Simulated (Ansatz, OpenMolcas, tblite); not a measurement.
## A ladder of methods for CH5BOSi (SMILES B[SiH2]C=O)

The species is CH5BOSi (9 atoms), meant as a singlet with charge 0. As SMILES, `B[SiH2]C=O`. The coordinates come from a PBE0-D4/def2-TZVP relaxation. This is one conformer, not always the lowest.

Each level gives the vertical energy of the triplet above the singlet (eV). The values are calculated.

| level | kind | program | value (eV) | less CCSD(T)/def2-SVP | CPU time (all runs) |
| --- | --- | --- | --- | --- | --- |
| IPEA1-xTB | semi-empirical | tblite | 2.00 | -0.87 | under 2 s |
| HF/def2-SVP | Hartree–Fock | OpenMolcas | 2.02 | -0.85 | 15 s |
| PBE/def2-SVP | GGA | OpenMolcas | 2.19 | -0.68 | 82 s |
| TPSS/def2-SVP | meta-GGA | OpenMolcas | 2.25 | -0.62 | 1.9 min |
| BHLYP/def2-SVP | global hybrid | Ansatz | 2.48 | -0.39 | 24 s |
| wB97M-V/def2-SVP | range-separated hybrid | Ansatz | 2.69 | -0.18 | 3.4 min |
| PBE-QIDH/def2-SVP | double hybrid | Ansatz | 2.71 | -0.16 | 29 s |
| MP2/def2-SVP | perturbation theory | Ansatz | 3.23 | +0.36 | 10 s |
| CCSD(T)/def2-SVP | coupled cluster or CI | Ansatz | 2.87 | 0.00 | 1.7 min |

CCSD(T)/def2-SVP is the highest level here, not the true value. The values span 2.00 to 3.23 eV. CPU times are rough (shared hosts, several kinds of processor and program).

Every level places the triplet above the singlet at this geometry, but the size of the gap depends strongly on the treatment of correlation. Hartree–Fock gives 2.02 eV, MP2 overshoots at 3.23 eV and CCSD(T) falls between them at 2.87 eV, probably because the singlet has one more opposite-spin pair to correlate, a contribution that Hartree–Fock omits and MP2 exaggerates. The density functionals all lie below CCSD(T), with wB97M-V and PBE-QIDH closest. Exact exchange alone doesn't order the results, since BHLYP lies above both PBE and Hartree–Fock.

The triplet is probably largely n→π* in character, centred on the formyl group. In acylsilanes, the electropositive silicon raises the oxygen lone-pair level through mixing with the Si–C σ bond, which lowers this excitation relative to ordinary aldehydes. The empty p orbital on boron may also contribute to the acceptor level, though the energies alone can't establish this. Relaxation of the triplet, typically by C–O stretching and pyramidalisation at carbon, would reduce the gap by an amount not determined here.
